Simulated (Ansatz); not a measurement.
## A series in volume scale on SrCd

Periodic Kohn-Sham DFT of a crystal at fixed atoms, scaled to volume_scale times the given cell; pressure positive in compression, energy less spherical unpolarised free atoms, largest_vzz the field gradient of largest size among the nuclei. The results are calculated, by Ansatz 0.2.0.

The cell before it is scaled or strained (space group Pm-3m, No. 221):
```
SrCd
1.0
      4.0030     0.0000     0.0000
      0.0000     4.0030     0.0000
      0.0000     0.0000     4.0030
Sr Cd
1 1
Direct
  0.50000 0.50000 0.50000
  0.00000 0.00000 0.00000
```

Settings of every row: method frozen-core PAW; functional LDA; relativity scalar; k mesh 10x10x10; filling fermi-dirac; smearing width 0.08 eV; wave cutoff 420 eV; paw set soft_2.

Atom start moment: 0 on all atoms.

Limits: PAW files made with PBE.

```
row  volume scale  V (Å³/atom)  pressure (GPa)
  1          0.94       30.148          -0.402
  2          0.96       30.789               ?
  3          0.98       31.431          -1.563
  4          0.99       31.751          -1.814
  5             1       32.072          -2.051
  6          1.01       32.393          -2.274
  7          1.02       32.713          -2.485
  8          1.04       33.355          -2.873
  9          1.06       33.996          -3.218
```

Question: what pressure should row 2 give?

Worked fit of pressure. Take u = (V_r/V)^(2/3) − 1 with V_r = 32.233 Å³ an atom, which is twice the finite (Eulerian) strain; such expansions in the strain, on which the Birch-Murnaghan equation of state is built, carry the rest volume and the bulk modulus. The shown rows have u = 0.04559, 0.01694, 0.01009, 0.00334, -0.0033, -0.00981, -0.02255, -0.03488. Least squares give pressure = −2.1644 + 33.699 × u + 103.84 × u² + 108 × u³ GPa; a parabola predicts inner rows, each left out in turn, worse (root mean square 0.0017 against 0.00045 GPa). All shown rows lie on it to the printed digit. The withheld row has u = 0.03103, so the fit gives −2.1644 + 33.699 × (0.03103) + 103.84 × (0.03103)² + 108 × (0.03103)³ = -1.016 GPa.

The calculation gave -1.016 GPa. The fit meets it to the printed digit.
